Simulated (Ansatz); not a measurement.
**Loss of CH4: C3H7FSn → C2H3FSn + CH4**

Species: C3H7FSn `C=C[CH2][SnH2][F]`, singlet; C2H3FSn `C#[C][SnH2][F]`, singlet; CH4 (methane) `C`, singlet. 

Shapes, held fixed at every level: PBE0-D4/def2-TZVP. Flexible molecules stand in one conformer, not always the lowest. Programs: Ansatz 0.2.0. The zero-point and thermal change to 298 K, harmonic and unscaled (PBE0-D4/def2-TZVP), is -11.6 kJ/mol.

```tsv
level	kind	ΔH(298 K) (kJ/mol)	less CCSD(T)/def2-TZVPP
HF/def2-SVP	Hartree–Fock	+99.0	-7.4
SPW92/def2-TZVPP	LDA	+173.3	+66.9
PBE-D4/def2-TZVPP	GGA	+136.1	+29.7
BHLYP-D4/def2-TZVPP	global hybrid	+123.1	+16.7
r2SCAN0-D4/def2-TZVPP	global hybrid	+134.8	+28.4
wB97M-V/def2-TZVPP	range-separated hybrid	+116.9	+10.5
B2PLYP/def2-TZVPP	double hybrid	+101.5	-4.9
CCSD(T)/def2-TZVPP	coupled cluster or CI	+106.4	0.0
```

The highest level, CCSD(T)/def2-TZVPP, gives ΔH(298 K) = +106.4 kJ/mol; the levels span +99.0 to +173.3. The column of differences is taken from that level and isn't an error. No measured value is set beside it here. For atoms past krypton def2 sets carry core potentials with scalar relativity. Correlated rows may include outer-core shells of Sn, which these sets cover unevenly.

Every level makes methane loss strongly endothermic, so the sign is secure, while the size depends appreciably on the treatment of exchange and correlation. The count of C–H bonds is unchanged and tin keeps its bond to carbon. The main cost is therefore exchanging a carbon–carbon σ bond for a second, weaker π bond as the allyl group gives way to ethynyl. The stronger, more polar bond from tin to an sp carbon probably recovers part of that cost.

LDA lies furthest above the coupled-cluster value, by +66.9 kJ/mol, probably because it overbinds the more compactly bonded reactant. The Hartree–Fock result falls much closer, but with correlation absent and a smaller basis this suggests cancellation of errors rather than a sound description. Forming two molecules from one favours the products entropically, increasingly so at higher temperature, but the reaction enthalpy alone fixes neither the temperature at which elimination becomes favourable nor the barrier to the hydrogen shifts it requires.
